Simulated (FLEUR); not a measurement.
# NiO under uniform compression and expansion: nickel spin moments and the parallel–antiparallel energy difference in all-electron LDA+U

Nickel oxide serves as the antiferromagnetic layer in exchange-bias stacks and is studied as a carrier of spin currents. Its films rarely keep the bulk volume, so it matters how firmly the antiparallel order holds when the cell is squeezed or stretched. We calculated rocksalt NiO with LDA+U at nine volumes, from 0.88 to 1.12 of the measured cell, in a parallel order and in the type-II antiparallel order, which is the one observed in bulk NiO. The balance between them is the free energy of the antiparallel order less that of the parallel one, per nickel atom, so a negative value favours the antiparallel order. The moments are spin moments inside a nickel sphere of fixed radius.

## How the numbers were made

NiO (rocksalt): the measured cell (COD); 2 atoms in the primitive cell, fractional positions held. First order: parallel (+); second order: antiparallel (+-, cell doubled at q=(0,0,1/2)), q in fractions of the reciprocal vectors of the primitive cell. FLEUR MaX-R8.1, all-electron FLAPW in bulk geometry, scalar-relativistic valence, LDA (VWN) with U = 6 eV on Ni d (double counting: FLL), basis cutoff 4.4 1/bohr, density cutoff 13.2 1/bohr, Fermi-Dirac smearing of 0.05 eV, muffin-tin radii Ni 2.35, O 1.33 bohr. Local moments are those inside the muffin-tin spheres. Collinear spins without spin-orbit coupling, 8x8x8 k-points for the first order in every row. The same in all rows: net spin moment of the whole primitive cell, first order: 2.000 μB/cell.

Notes on method and selection:

- Each run ends in the state reached from its typed start, which may not be the lowest.
- The spheres keep their radius, so sphere moments at unlike sizes cover unlike shares of space.
- The two orders are a test pair; neither need be the ground order.
- In rocksalt, q = (0,1/2,1/2) is the type-I order and q = (0,0,1/2) the type-II order.
- Runs that did not converge, have known faults or may not be shown are not listed, and runs on Ansatz's PAW sets soft_1 and soft_2 are kept to separate tables.

Columns:

- relative volume: volume of the cell over its starting value, all lengths scaled alike.
- band gap (eV): Kohn-Sham band gap of the first order on its k-point mesh; set to zero under 0.1 eV or twice the smearing width (level spacings that a finite mesh gives in a metal), blank from there to 0.3 eV, where the mesh cannot tell.
- moment, second order (μB): largest spin moment inside a sphere, second order.
- largest local moment (μB): largest spin moment inside a sphere, first order.
- second less first (meV): free energy of the second order less the first, per magnetic atom, where the second keeps its moments.
- energy of strained cell (meV/cell): free energy of the strained cell in the first order above its lowest row, per primitive cell; its curvature gives the bulk modulus (equation of state).

## The series

| member | relative volume | band gap (eV) | moment, second order (μB) | largest local moment (μB) | second less first (meV) | energy of strained cell (meV/cell) |
| --- | --- | --- | --- | --- | --- | --- |
| relative volume 0.88 | 0.88 | 1.28 | 1.600 | 1.731 | −164.1 | 71.7 |
| relative volume 0.91 | 0.91 | 1.42 | 1.618 | 1.738 | −148.2 | 18.2 |
| relative volume 0.94 | 0.94 | 1.57 | 1.634 | 1.745 | −134.4 | 0.0 |
| relative volume 0.97 | 0.97 | 1.67 | 1.648 | 1.751 | −122.6 | 5.4 |
| relative volume 1 | 1.00 | 1.76 | 1.661 | 1.757 | −112.0 | 36.3 |
| relative volume 1.03 | 1.03 | 1.84 | 1.673 | 1.762 | −102.2 | 77.1 |
| relative volume 1.06 | 1.06 | 1.90 | 1.683 | 1.766 | −94.0 | 148.4 |
| relative volume 1.09 | 1.09 | 1.93 | 1.693 | 1.771 | −86.9 | 226.9 |
| relative volume 1.12 | 1.12 | 1.83 | 1.703 | 1.775 | −79.4 | 302.2 |

## Reading the trend

The antiparallel order is lower at all nine volumes, and its advantage shrinks at every step of expansion, from 164.1 meV per nickel at 0.88 to 79.4 meV at 1.12, a factor of 164.1 / 79.4 = 2.07. The two end rows give an exponent of ln(79.4 / 164.1) / ln(1.12 / 0.88) = −3.0. The rule −112.0 / v³ meV, with v the relative volume, misses the other eight rows by 0.3 meV on average and by less than 0.5 meV at worst, whereas the rows lie on average 23 meV from their mean.

The mechanism is superexchange through oxygen. Between two opposite nickel spins, each of the two electrons in an oxygen p orbital can spread towards a different neighbour. Between parallel spins, both neighbours draw on the same electron, and less energy is gained. In its simplest form the gain goes as t⁴/Δ³, with t the p–d hopping and Δ the cost of moving an electron from oxygen to nickel. If t falls roughly as the −3.5 power of the bond length and Δ stays fixed, the exponent in volume is 4 × (−3.5) / 3 = −4.7. The weaker dependence found here is plausible if Δ grows on compression, as the stronger electrostatic potential of the ions would make it do. The antiparallel band gap, which is not tabulated here but widens on compression, agrees with this in sign. The parallel gap narrows on compression instead, probably because d states of like spin on neighbouring nickel atoms then mix more strongly and their bands broaden, so the gaps alone do not settle how Δ changes.

The moments change far less. From 0.88 to 1.12 the antiparallel moment rises from 1.600 to 1.703 μB and the parallel one from 1.731 to 1.775 μB. The electrons that oxygen shares with nickel enter its empty minority-spin d states and reduce its moment, and longer bonds weaken this sharing. Because more is shared in the antiparallel order, its moment is the lower one, by 0.131 μB at 0.88 and 0.072 μB at 1.12. The parallel cell keeps 2.000 μB throughout, as expected for an insulator with two unpaired d electrons per nickel. In this order, expansion therefore only redistributes spin, essentially from the oxygen sphere into the nickel sphere.

## Residuals

Neither the moments nor the energy difference has a row that stands apart. The exceptions are in the other two columns.

The parallel band gap widens from 1.28 eV at 0.88 to 1.93 eV at 1.09, then drops to 1.83 eV at 1.12. A switch to another d configuration is unlikely, since the moments and the energy difference pass smoothly through this row. More probably the lowest empty state changes character, with a broad s-like band that sinks on expansion passing below the nickel d states.

The energy of the strained cell is uneven. From 0.94 upwards its successive steps are 5.4, 30.9, 40.8, 71.3, 78.5 and 75.3 meV per cell, where a smooth curve would have steps that change gradually. The likeliest cause is the fixed basis cutoff, which admits a number of plane waves that jumps as the cell grows. The error largely cancels between the two orders, whose difference is smooth to a fraction of a meV.

## Problems

**How much does a 2% smaller volume strengthen the antiparallel order?**
The relative volume is 1 − 0.02 = 0.98, for which the cubic rule gives −112.0 / 0.98³ = −119.0 meV per nickel. Linear interpolation between the rows at 0.97 and 1.00 gives −112.0 − (2/3) × 10.6 = −119.1 meV. The advantage grows by 7 meV, or about 6%.

**Do the two orders prefer the same volume?**
A parabola through the parallel energies at 0.91, 0.94 and 0.97 has its minimum at 0.94 + 0.03 × (18.2 − 5.4) / (2 × (18.2 + 5.4)) = 0.948. With one nickel per primitive cell, adding the energy difference gives the antiparallel energies: 18.2 − 148.2 = −130.0 meV, 0.0 − 134.4 = −134.4 meV and 5.4 − 122.6 = −117.2 meV. The outer two lie 134.4 − 130.0 = 4.4 meV and 134.4 − 117.2 = 17.2 meV above the middle one, which puts the minimum at 0.94 + 0.03 × (4.4 − 17.2) / (2 × (4.4 + 17.2)) = 0.931. The antiparallel order prefers a volume smaller by about 0.02 of the measured one. The unevenness of the energy curve makes the two minima themselves less certain than the direction of the shift.

**What does it cost to use the cell relaxed at this level instead of the measured one?**
The row nearest both minima is 0.94. There the energy difference is 134.4 / 112.0 = 1.20 times its value at the measured volume, while the antiparallel moment is lower by only 1.661 − 1.634 = 0.027 μB. The relaxed cell is acceptable for the moment, but the measured cell is the better choice for exchange energies.

## Rules of thumb and their limits

Between 0.88 and 1.12 of the measured volume, the nickel moment is nearly rigid while the antiparallel advantage falls as the inverse cube of the volume. The two orders fix only the sum of nearest- and next-nearest-neighbour exchange, not each part.

The size of the advantage depends on U, which was held at 6 eV. A larger U would reduce the advantage and raise the sphere moments. If screening improves on compression, U should fall there, and the volume dependence would be somewhat steeper than calculated. Letting the antiparallel cell distort away from cubic shape would lower its energy a little further. Spin–orbit coupling, also left out, would add an orbital moment along the spin, so the total moment of nickel should exceed the spin values given here. LDA is known to bind too strongly, in line with energy minima below the measured volume.
